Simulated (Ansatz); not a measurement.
**Phonon-limited resistivity of Pd, calculated with Ansatz**

Space group Fm-3m (No. 225), 1 atom in the cell of the first input below: a = 2.789 Å, b = 2.789 Å, c = 2.789 Å, α = 60.00°, β = 60.00°, γ = 60.00°.

The cell was built from a prototype of a structure type listed for this element, relaxed without spin–orbit coupling to zero pressure (pressure 0.0 GPa with this functional, without spin–orbit coupling). Functional: PBE.

Input:

```yaml
crystal:
  lattice:
    - [0.0, 1.9720405557, 1.9720405557]
    - [1.9720405557, 0.0, 1.9720405557]
    - [1.9720405557, 1.9720405557, 0.0]
  atoms:
    - { symbol: Pd, position: [0.0, 0.0, 0.0] }
basis:
  ecutwfc: 420
  ecutrho_ratio: 4
kpoints:
  mp_grid: { grid: [15, 15, 15] }
hamiltonian:
  xc: pbe
scf:
  occupations: { method: methfessel_paxton, width: 0.2 }
output: {}
phonons:
  supercell: [3, 3, 3]
  qpath:
    path:
      - [[0.0, 0.0, 0.0], [0.5, 0.0, 0.5], [0.625, 0.25, 0.625]]
      - [[0.375, 0.375, 0.75], [0.0, 0.0, 0.0], [0.5, 0.5, 0.5], [0.5, 0.25, 0.75], [0.5, 0.0, 0.5]]
    npoints: 6
  electrical_resistivity: { mesh: [30, 30, 30], temperatures: [50, 100, 200, 300, 500] }
  superconductivity: { mesh: [30, 30, 30], eliashberg_equations: false }
```

```bash
ansatz run input.yaml --threads 8 --pin off --max-ram 15360MiB --backend cpu --events-out ev --progress --plain --runs-dir out
```

Time: 82 s on 8 threads of Intel(R) Xeon(R) 6975P-C (Granite Rapids), with other jobs on the host, peak memory 6.3 GiB.

λ_tr,xx from the finest mesh down: 0.475, 0.501. The next coarser mesh moves the resistivity at 300 K by 3 % along the axis that moves most.

The run gives λ_tr,xx = 0.475 and a Drude plasma energy ħω_p,xx = 7.08 eV.

**Question.** Estimate the resistivity along x at 300 K from the high-temperature formula.

**Answer.** ħ/τ = 2π λ_tr k_B T = 0.0772 eV and ρ = 1/(ε0 ω_p² τ) = 11.45 μΩ cm. The Boltzmann solution gives 9.80 μΩ cm, so the estimate is 17 % high; λ_tr itself still moves by 5 % between the two finest meshes.

```
T (K)  ρ_xx (μΩ cm)  ρ_zz (μΩ cm)  formula, xx  R_H, field along x, y or z (10⁻¹¹ m³/C)
   50          0.60          0.60         1.91                                    -4.63
  100          2.61          2.61         3.82                                   -2.79*
  200          6.44          6.44         7.63                                    -2.5*
  300          9.80          9.80        11.45                                    -2.98
  500         15.37         15.37        19.08                                    -5.49
```

A star marks Hall coefficients that aren't converged: the next coarser mesh moves them by over a fifth (field along z at 200 K: -2.50 against -3.13). At 300 K the next coarser mesh moves R_H by up to 16 %.

At 50 K the solution is 0.31 times the linear formula, and at 500 K 0.81 times. The formula is meant for temperatures above the phonon energies and for bands that vary little within k_B T.

Caveats: not converged in the fine mesh; small supercell, couplings not converged in it.

The linear formula overestimates the resistivity at every temperature, but the ratio of solution to formula peaks near 300 K rather than approaching one. At the cold end, phonons freeze out and those that remain scatter mostly through small angles, which degrades the current weakly. The renewed shortfall at 500 K needs another cause, probably the band structure: the Fermi level of Pd lies near the top of the d band, where the density of states falls steeply, so thermal broadening brings in faster carriers with fewer d states to scatter into.

The negative Hall coefficient at 300 K suggests that light, sp-like electrons outweigh the heavier d holes. Its magnitude is well below the measured one, although the resistivity is close to experiment. Partial cancellation between electron and hole sheets probably amplifies errors in their relative scattering rates, which the resistivity largely averages out. Scattering by electrons and spin fluctuations, notable in Pd at low temperature, lies outside this phonon-limited result.
